**Notebook page: the first ionisation energy of Cl$_2$ across DFT levels**

The table compares one quantity, the adiabatic ionisation energy $I$ of Cl$_2$, at fourteen DFT levels with the Active Thermochemical Tables value at 0 K. It holds two series, PBE0 in seven basis sets and seven other functionals in ma-def2-TZVP. The error is computed minus measured, and the integration grid level sets the fineness of the numerical grid for the functional. The thread through the questions is which agreements with measurement are earned and which are accidents. Most differences and estimates quoted are in the output printed after this page; the other values come from further outputs of the same runs.

Adiabatic ionisation energy of Cl$_2$ at 0 K (singlet neutral to doublet cation), computed with PySCF 2.14.0 using non-relativistic DFT at the level given in each row. Geometries and zero-point terms are from PBE0-D3(BJ)/ma-def2-SVP. The measured value is the Active Thermochemical Tables value at 0 K, and the error is computed minus measured.

| level | integration grid level | measured ionisation energy (eV) | computed ionisation energy (eV) | error (eV) |
| --- | --- | --- | --- | --- |
| PBE0-D3(BJ)/aug-pcseg-1 | 2 | 11.483 | 11.500 | 0.010 |
| PBE0-D3(BJ)/aug-cc-pVDZ | 2 | 11.483 | 11.480 | -0.010 |
| B3LYP-D3(BJ)/ma-def2-TZVP | 2 | 11.483 | 11.370 | -0.110 |
| PBE-D3(BJ)/ma-def2-TZVP | 2 | 11.483 | 11.140 | -0.340 |
| PBE0-D3(BJ)/pcseg-1 | 2 | 11.483 | 11.560 | 0.080 |
| wB97X-D3(BJ)/ma-def2-TZVP | 2 | 11.483 | 11.530 | 0.050 |
| PBE0-D3(BJ)/6-311++G(2d,2p) | 2 | 11.483 | 11.410 | -0.070 |
| PBE0-D3(BJ)/aug-cc-pVQZ | 2 | 11.483 | 11.330 | -0.160 |
| M06-2X/ma-def2-TZVP | 3 | 11.483 | 11.540 | 0.050 |
| PBE0-D3(BJ)/def2-SVPD | 2 | 11.483 | 11.640 | 0.160 |
| TPSSh-D3(BJ)/ma-def2-TZVP | 3 | 11.483 | 11.260 | -0.230 |
| BP86-D3(BJ)/ma-def2-TZVP | 2 | 11.483 | 11.250 | -0.230 |
| BHandHLYP/ma-def2-TZVP | 2 | 11.483 | 11.420 | -0.060 |
| PBE0-D3(BJ)/6-31+G(d) | 2 | 11.483 | 11.540 | 0.060 |

**1. Which electron leaves, and what does the bond do?**

The highest occupied level of Cl$_2$ is the antibonding $\pi^*$ pair, filled with four electrons. Removing one raises the bond order from 1 to 1.5, so the cation should be shorter and stiffer. The shared geometries agree, with the bond going from 2.029 to 1.923 Å. In all fourteen rows the cation is a clean doublet with the hole divided equally between the atoms, so the rows describe one state. The $\pi^*$ label is standard orbital theory, and the shortening is the evidence for it here.

**2. Which digits can be trusted?**

Energies are rounded to 0.01 eV, and the error was rounded separately, so it departs from the difference of the printed energies by up to 0.007 eV. Before rounding, M06-2X and wB97X differ by 0.008 eV and BP86 and TPSSh by 0.004 eV. Both pairs are ties, the more so as M06-2X and TPSSh use a finer grid whose effect is untested.

The tabulated values match the 0 K energies of the runs, not the free energies. They include a zero-point term of 0.006 eV, which would need a cation stretch 96 cm$^{-1}$ above that of the neutral. The bands listed by the same runs differ by only 7 cm$^{-1}$, but other outputs side with the zero-point term. Once the fourfold degeneracy and shorter bond of the cation are allowed for, the gap of $-0.032$ eV between free energy and 0 K value fits the larger stiffening, and the force constant of question 5 implies a stretch above both listed bands. Those bands are therefore not the frequencies behind the thermal terms, and the cation is stiffer, as question 1 expects. The term is smaller than the rounding step, so no conclusion below depends on it.

**3. What should a perfect non-relativistic calculation give?**

It should not give the measured number. A hole in a $\pi^*$ orbital carries orbital angular momentum, so spin-orbit coupling splits the $^2\Pi$ cation into two levels, and the measurement refers to the lower. A calculation without the coupling aims at the centre of the pair, which lies roughly 0.04 eV higher (a rough, recalled size). The fair target is therefore about $11.483 + 0.04 \approx 11.52$ eV.

Subtracting this amount from each row makes every negative error worse and shrinks the positive ones, apart from aug-pcseg-1, which changes sign. As printed, only aug-pcseg-1 and aug-cc-pVDZ lie within 1 kcal/mol (0.043 eV) of measurement. After the shift aug-cc-pVDZ drops out and pcseg-1, 6-31+G(d), M06-2X and wB97X come in. Some of these calls are decided by the last digit, which already shows how fragile a "best row" is.

**4. Why does the largest basis give a worse result than aug-cc-pVDZ?**

With PBE0 fixed, the five double-zeta bases scatter over 0.16 eV and both larger bases lie below all of them. The largest, aug-cc-pVQZ, is lowest, with an error of $-0.16$ eV, or about $-0.20$ eV against the target of question 3. This row is the best available view of what PBE0 itself gives. The $\pm 0.01$ eV rows therefore agree by cancellation, a basis error that raises $I$ offsetting a shortfall that remains in the large basis.

The direction has a simple reading. Enlarging a basis lowers both total energies, and $I$ falls only if the cation gains more than the neutral. This holds even for pure augmentation, since pcseg-1 to aug-pcseg-1 lowers $I$ by 0.068 eV. From aug-cc-pVDZ to aug-cc-pVQZ the fall is 0.149 eV, of which 0.080 eV appears at a fixed bond length. The rest arises because the larger basis favours the cation's shorter bond, as it also does in the neutral. These runs do not isolate which added functions matter most. Extra d functions are the likely candidate, since bases for second-row atoms are known to be short of them, and aug-cc-pVQZ itself lacks the tight d shell often added for chlorine. Convergence is not demonstrated, as $I$ still drops from 11.41 to 11.33 eV between the two larger bases, which belong to different families.

**5. Could the borrowed geometry explain that error?**

Every row uses the same two bond lengths, optimised in a small basis, and the runs show how well they suit each level. The parent relaxation $\lambda_0$ is the energy of the neutral at the cation's bond length above its energy at its own. The ion relaxation $\lambda_+$ is the converse. For aug-cc-pVQZ they are lopsided, $\lambda_0 = 0.0273$ eV against $\lambda_+ = 0.2114$ eV.

Take both states as parabolas with one force constant $k$, their minima displaced by a common $d$ from the borrowed lengths, which are $\Delta = 0.106$ Å apart. Evaluating each parabola at the two lengths gives

$$\lambda_0 = \tfrac{k}{2}(\Delta^2 + 2\Delta d), \qquad \lambda_+ = \tfrac{k}{2}(\Delta^2 - 2\Delta d),$$

and so

$$k = \frac{\lambda_0 + \lambda_+}{\Delta^2}, \qquad d = -\frac{\Delta\,(\lambda_+ - \lambda_0)}{2(\lambda_0 + \lambda_+)}.$$

For aug-cc-pVQZ the sum is 0.2387 eV and the difference 0.1841 eV, so

$$k = \frac{0.2387}{0.106^2} = 21.2\ \text{eV/Å}^2, \qquad d = -\frac{0.106 \times 0.1841}{2 \times 0.2387} = -0.041\ \text{Å}.$$

The preferred neutral bond is then $2.029 - 0.041 = 1.988$ Å, in line with a measured bond just under 2.0 Å (rough, recalled).

In this picture the vertical energy at the borrowed geometry is raised at first order, by $k\Delta|d|$. Each state, however, sits only $kd^2/2$ above its own minimum, here 0.018 eV, and the two penalties cancel in the adiabatic difference when $k$ and $d$ are shared. The largest such penalty among the twelve rows is 0.028 eV, for wB97X. The geometry thus appears unable to supply more than a small part of $-0.16$ eV, though reoptimisation at each level is untested.

Nothing is fitted across rows: each of the twelve rows, the worked one included, yields its own $k$ and $d$ from two inputs, so the model reproduces them by construction. One real check is that $k$ stays between 21.0 and 21.9 eV/Å$^2$ over five PBE0 bases while $d$ moves from $-0.011$ to $-0.041$ Å. Another comes from def2-SVPD, which is outside the twelve and closest to the geometry basis: its relaxations of 0.1178 and 0.1132 eV give $k = 20.6$ eV/Å$^2$ and a shift near zero, as they should. The model ignores anharmonicity and the stiffer cation, so shifts near 0.01 Å carry no meaning.

**6. Why not read $I$ from the highest orbital energy?**

Across the seven functionals the highest orbital energy $\varepsilon$ spans 3.95 eV, ten times the 0.40 eV span of $I$. The orbital energy is the initial slope of the total energy as a fraction $q$ of an electron is removed. If $E(q) - E(0) = -\varepsilon q + Uq^2/2$, the vertical energy is $-\varepsilon + U/2$. The exact functional gives a straight line, $U = 0$, while semilocal functionals curve because the departing electron partly repels itself.

A capacitor is the simpler case, since its energy grows as the square of the charge and the first bit of charge costs less than the average. The analogy covers the curvature only. In a capacitor the curvature is real, whereas here it is an error of the functional, and real orbitals also relax.

The numbers follow this argument. The sum of vertical energy and $\varepsilon$, which is $U/2$, is 3.87 eV for both PBE and BP86 and falls as exact exchange is added, to 0.43 eV for range-separated wB97X. M06-2X is slightly out of order, at 1.59 eV against 1.54 eV for BHandHLYP, which has a little less exact exchange. A difference of total energies uses only the end points of the curve, which is why it varies so much less than the slope.

**7. Why does $I$ rise from the GGAs to the high-exchange functionals?**

The mean error goes from $-0.29$ eV for PBE and BP86 through $-0.17$ eV for TPSSh and B3LYP to $+0.01$ eV for BHandHLYP, M06-2X and wB97X, where errors of $-0.06$, $+0.05$ and $+0.05$ eV largely cancel. Theory links this to question 6. A functional with $U > 0$ favours two half charges over one whole charge, just as two capacitors share a charge more cheaply than one holds it. A hole spread over both atoms is then too stable and $I$ too low, an argument that the order supports without proving it.

Exact exchange is not the only lever. PBE and BP86 have none and differ by 0.113 eV, and BP86 ties TPSSh. From B3LYP to BHandHLYP the vertical energy climbs 0.145 eV but the adiabatic one only 0.047 eV; in the model of question 5 BHandHLYP prefers a shorter bond, which inflates its vertical energy. These two and some others also differ in the D3 term, which depends on geometry alone and enters only through the bond change.

The closeness of M06-2X and wB97X to the target is not yet shown to be earned. They were run in a triple-zeta basis, and if they respond to the basis as PBE0 does, a larger one would lower them. Because the two series use different bases, PBE0 has no place in this order, and one molecule does not rank functionals in general.

**8. What changes if an electron is added instead?**

The same runs treat attachment, where the electron enters the $\sigma^*$ orbital and halves the bond order. The bond stretches from 2.029 to 2.659 Å, about six times the change on ionisation and in the opposite direction. Two parabolas of equal stiffness cannot describe so large a displacement. Diffuse functions now serve the charged species directly, and the vertical attachment energy rises from 1.087 eV in pcseg-1 to 1.262 eV in aug-pcseg-1, a larger response than that of the vertical ionisation energy. In this pair the adiabatic attachment energy responds less than the adiabatic ionisation energy does, yet from aug-cc-pVDZ to aug-cc-pVQZ it falls by 0.270 eV against 0.149 eV. A basis that happens to land on the measured $I$ therefore says nothing of its fitness for the anion.

The analysis program printed:

```
measured 11.483 eV; columns: level, % exact exchange, computed, error, error after -0.04 eV spin-orbit (eV)
PBE0/def2-SVPD            25  11.64  +0.16  +0.12
PBE0/pcseg-1              25  11.56  +0.08  +0.04
PBE0/6-31+G(d)            25  11.54  +0.06  +0.02
PBE0/aug-pcseg-1          25  11.50  +0.01  -0.03
PBE0/aug-cc-pVDZ          25  11.48  -0.01  -0.05
PBE0/6-311++G(2d,2p)      25  11.41  -0.07  -0.11
PBE0/aug-cc-pVQZ          25  11.33  -0.16  -0.20
PBE                        0  11.14  -0.34  -0.38
BP86                       0  11.25  -0.23  -0.27
TPSSh                     10  11.26  -0.23  -0.27
B3LYP                     20  11.37  -0.11  -0.15
BHandHLYP                 50  11.42  -0.06  -0.10
M06-2X                    54  11.54  +0.05  +0.01
wB97X                 16-100  11.53  +0.05  +0.01
columns: vertical, parent relax, ion relax (eV); k (eV/A2); shift d, bond (A); kd2/2, vertical+HOMO (eV)
pcseg-1          11.710  0.095  0.151  21.9 -0.012  2.017  0.002  2.77
aug-pcseg-1      11.636  0.094  0.145  21.3 -0.011  2.018  0.001  2.74
aug-cc-pVDZ      11.611  0.094  0.142  21.0 -0.011  2.018  0.001  2.75
6-311++G(2d,2p)  11.576  0.070  0.171  21.4 -0.022  2.007  0.005  2.74
aug-cc-pVQZ      11.531  0.027  0.211  21.2 -0.041  1.988  0.018  2.71
PBE              11.272  0.069  0.138  18.3 -0.018  2.011  0.003  3.87
BP86             11.369  0.085  0.122  18.4 -0.009  2.020  0.001  3.87
TPSSh            11.425  0.052  0.174  20.1 -0.028  2.001  0.008  3.34
B3LYP            11.520  0.080  0.152  20.6 -0.016  2.013  0.003  2.96
BHandHLYP        11.665  0.024  0.249  24.3 -0.044  1.985  0.023  1.54
M06-2X           11.771  0.025  0.240  23.6 -0.043  1.986  0.022  1.59
wB97X            11.782  0.013  0.259  24.3 -0.048  1.981  0.028  0.43
spread eV: all 0.50, PBE0 bases 0.31, double-zeta only 0.16, functionals 0.40
mean/mean abs error eV: GGA -0.29/0.29, TPSSh+B3LYP -0.17/0.17, high exchange +0.01/0.05
mean/mean abs error eV: PBE0 double-zeta +0.06/0.06, PBE0 two larger bases -0.12/0.12
shift -0.00 eV: rows within 1 kcal/mol (0.043 eV): aug-pcseg-1, aug-cc-pVDZ
shift -0.04 eV: rows within 1 kcal/mol (0.043 eV): aug-pcseg-1, pcseg-1, wB97X, M06-2X, 6-31+G(d)
rounding step 0.01 eV; largest |computed-measured-error| 0.007; table vs unrounded 0 K 0.0047 eV
zero-point term 0.0060 eV implies stretch +96 cm-1; listed bands differ by 7 cm-1
bond change -0.106 A (-5.2 %); aug-cc-pVQZ free energy minus 0 K -0.032 eV
changes in eV: adiabatic, vertical, ion relax, parent relax
pcseg-1 to aug-pcseg-1: -0.068 -0.074 -0.006 -0.001
aug-cc-pVDZ to aug-cc-pVQZ: -0.149 -0.080 +0.070 -0.067
PBE to BP86: +0.113 +0.097 -0.016 +0.016
BP86 to TPSSh: +0.004 +0.056 +0.052 -0.032
B3LYP to BHandHLYP: +0.047 +0.145 +0.097 -0.056
wB97X to M06-2X: +0.008 -0.011 -0.019 +0.011
functionals, spread eV: HOMO 3.95, vertical 0.51, adiabatic 0.40; HOMO/adiabatic 10.0
```
